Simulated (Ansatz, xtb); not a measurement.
Relative energy of two isomers of B2FH2N

Structure X is `BN=BF`, a singlet and structure Y is `B=NBF`, a singlet. Both are isolated molecules in the gas phase, relaxed with B3LYP-D3(BJ)/def2-SVP; the shapes shown needn't be the lowest conformers.

X (Å):

```xyz
6

B     0.6811    1.1166    0.4750
B    -0.7141   -0.6679   -0.9136
F     1.3580    1.9824    1.1486
N     0.0206    0.2718   -0.1824
H    -0.1420   -1.5506   -1.5124
H    -1.9220   -0.5985   -0.9476
```

Y (Å):

```yaml
atoms:
  - { symbol: B, position_ang: [0.1125, -0.9525, 0.7433] }
  - { symbol: B, position_ang: [0.1178, 1.3403, -0.6095] }
  - { symbol: F, position_ang: [-1.0260, -1.4779, 1.1882] }
  - { symbol: N, position_ang: [0.0926, 0.2614, 0.0297] }
  - { symbol: H, position_ang: [1.1340, -1.5510, 0.9751] }
  - { symbol: H, position_ang: [0.1431, 2.3539, -1.2103] }
```

Quicker runs give these differences E(Y) − E(X): GFN2-xTB −8.0 kcal/mol; HF/STO-3G −12.2 kcal/mol (at GFN2-xTB geometries); r2SCAN-D4/def2-SVP −15.0 kcal/mol (at GFN2-xTB geometries).

Problem. Estimate E(Y) − E(X) at the level CCSD(T)/def2-TZVPP.

Solution. Calculated at CCSD(T)/def2-TZVPP: E(Y) − E(X) = −16.6 kcal/mol, so structure Y lies lower.

The same difference at several levels:

```tsv
level	geometry	E(Y) − E(X) (kcal/mol)	departure from the last row (kcal/mol)	job, with rough time for the two
GFN2-xTB	GFN2-xTB	−8.0	+8.5	optimisation, 0.14 s
HF/STO-3G	GFN2-xTB	−12.2	+4.3	single point, 0.16 s
r2SCAN-D4/def2-SVP	GFN2-xTB	−15.0	+1.6	single point, 2.3 s
B3LYP-D3(BJ)/def2-SVP	B3LYP-D3(BJ)/def2-SVP	−15.0	+1.5	optimisation, 16 s
HF/def2-TZVPP	B3LYP-D3(BJ)/def2-SVP	−15.3	+1.3	part of the CCSD(T) run
MP2/def2-TZVPP	B3LYP-D3(BJ)/def2-SVP	−16.4	+0.2	part of the CCSD(T) run
CCSD(T)/def2-TZVPP	B3LYP-D3(BJ)/def2-SVP	−16.6		single point, 55 s
```

As drawn, both hold the same kinds of bond in the same numbers.

The levels shown agree on the order. The largest departure from CCSD(T)/def2-TZVPP is that of GFN2-xTB, 8.5 kcal/mol.

With harmonic frequencies from B3LYP-D3(BJ)/def2-SVP (ideal gas, rigid rotor, one conformer each, 298.15 K, 1 atm): on the last row, ΔE + ΔZPE = −16.1, ΔH = −16.3, ΔG = −16.7 kcal/mol.

The correlated steps freeze 4 core orbitals. Run with Ansatz 0.2.0, xtb 6.7.1; the last row on 1 thread of Arm Neoverse V2 on a shared host.

The two isomers differ in where fluorine sits: on the two-coordinate boron of the short B–N unit in X, and on the three-coordinate boron in Y. The preference for Y probably reflects π donation. The trigonal boron has a formally empty p orbital that a fluorine lone pair can fill, whereas the two-coordinate boron already shares in two B–N π bonds, so donation there meets largely occupied π space. In X the BH₂ group must rely mainly on the nitrogen side for π density. The B–F bond is nevertheless shorter in X, as expected for a boron with more s character, so bond length alone is a poor guide to the energy order here.

Hartree–Fock in the larger basis already gives −15.3 kcal/mol against −16.6 kcal/mol with CCSD(T), so the preference is mostly present at the mean-field level, and correlation only adds to it modestly. Vibrational and thermal terms barely alter it. The energy difference says nothing about the barrier to H/F exchange, or about resistance to oligomerisation, a common fate of unhindered iminoboranes.
